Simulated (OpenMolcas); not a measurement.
**How basis sets differ on [CSO3F3]− (SMILES [O-]S(=O)(=O)C(F)(F)F)**

[CSO3F3]− has 8 atoms, charge -1, and is taken as a singlet. As SMILES, `[O-]S(=O)(=O)C(F)(F)F`. The shape is that of a PBE0-D4/def2-TZVPD optimisation.

```xyz
8

O    -0.4521   -1.7938    0.5346
S     0.5145   -0.8552    0.0078
O     1.6221   -0.5428    0.8845
O     0.8531   -1.0263   -1.3882
C    -0.4409    0.7328   -0.0067
F    -0.8543    1.0796    1.2213
F     0.2924    1.7539   -0.4746
F    -1.5349    0.6518   -0.7787
```

Quantity: the HOMO–LUMO gap, in eV. The values are calculated.

```
            level          kind     program  value (eV)  CPU time
HF/ANO-R0 (sfX2C)  Hartree–Fock  OpenMolcas       16.42      16 s
        HF/STO-3G  Hartree–Fock  OpenMolcas       17.00     7.2 s
         HF/3-21G  Hartree–Fock  OpenMolcas       18.53      14 s
      HF/def2-SVP  Hartree–Fock  OpenMolcas       19.37      48 s
```

Sets without diffuse functions describe the anion poorly. The values span 16.42 to 19.37 eV. A Hartree–Fock LUMO above zero doesn't converge with the basis: it sinks as sets grow more diffuse. Orbital gaps aren't excitation energies. Times are those of the runs behind each value, whatever else they computed, on shared processors of several kinds: orders of magnitude only.

The gap widens from the two minimal sets, ANO-R0 and STO-3G, through 3-21G to def2-SVP, so greater valence flexibility here goes with a larger gap, not a smaller one. The highest occupied orbitals of triflate are essentially oxygen lone pairs of the sulfonate group, which carries most of the negative charge. A minimal set fixes their radial shape and cannot let them expand in response to that charge; split valence functions can, which probably lowers the HOMO by more than the LUMO. In def2-SVP, polarisation functions on sulfur also improve the description of the strongly polar S–O bonds and of the delocalisation from oxygen into S–O and S–C antibonding orbitals. The difference between the two minimal sets probably reflects their contractions more than scalar relativity, which matters little for the valence shells of such light elements. The largest gap is therefore no sign of approach to a basis-set limit, and the gaps alone cannot separate the shift of the HOMO from that of the LUMO.
